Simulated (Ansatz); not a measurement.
**Ligand exchange: C4H9F + B(CH3)2(OH) → C4H10O + B(CH3)2F**

Gas-phase species: C4H9F `CC(C)CF`, singlet; B(CH3)2(OH), singlet; C4H10O (2-methyl-1-propanol) `CC(C)CO`, singlet; B(CH3)2F, singlet. The partners trade F for OH: C–F and B–OH bonds give way to C–OH and B–F.

Shapes, held fixed at every level: PBE0-D4/def2-TZVP. Flexible molecules stand in one conformer, not always the lowest. Programs: Ansatz 0.2.0. Electronic energies: no zero-point or thermal term.

```
               level                    kind  ΔE (kJ/mol)  less CCSD(T)/CBS estimate
       HF/def2-TZVPP            Hartree–Fock         -6.0                       -0.2
 B3LYP-D4/def2-TZVPP           global hybrid         -3.4                       +2.4
  PBE0-D4/def2-TZVPP           global hybrid         -5.0                       +0.8
  wB97X-V/def2-TZVPP  range-separated hybrid         -4.4                       +1.4
   B2PLYP/def2-TZVPP           double hybrid         -4.4                       +1.4
  CCSD(T)/def2-TZVPP   coupled cluster or CI         -5.6                       +0.2
     CCSD/def2-TZVPP   coupled cluster or CI         -5.8                        0.0
CCSD(T)/CBS estimate   coupled cluster or CI         -5.8                        0.0
```

The highest level, CCSD(T)/CBS estimate, gives ΔE = -5.8 kJ/mol; the levels span -6.0 to -3.4. The column of differences is taken from that level and isn't an error. No measured value is set beside it here. The CBS estimate extrapolates MP2 from def2-TZVPP and def2-QZVPP and adds CCSD(T) − MP2 in the triple-zeta set, cores frozen.

Every level places the alcohol and fluoroborane slightly below the reactants, with the coupled-cluster estimate at -5.8 kJ/mol. The exchange is thus mildly exothermic, and the small value reflects near cancellation between strong bonds, not weak bonding to either centre. Fluorine gains more than hydroxyl on moving from carbon to boron, probably because the very polar B–F bond benefits most from the electropositive boron. Both groups also donate a lone pair into boron's empty p orbital; hydroxyl is the better π donor, which offsets part of fluorine's advantage.

F and OH are isoelectronic, and the number of electron pairs is conserved, so most of the correlation energy cancels. This suggests why Hartree–Fock lies so close to coupled cluster, an agreement that wouldn't carry over to breaking the individual bonds. The hybrids and the double hybrid all make the exchange somewhat less favourable, B3LYP-D4 most clearly, but none changes its sign. The balance in solution remains open, since hydrogen bonding or alcohol coordination to boron could outweigh so small a preference.
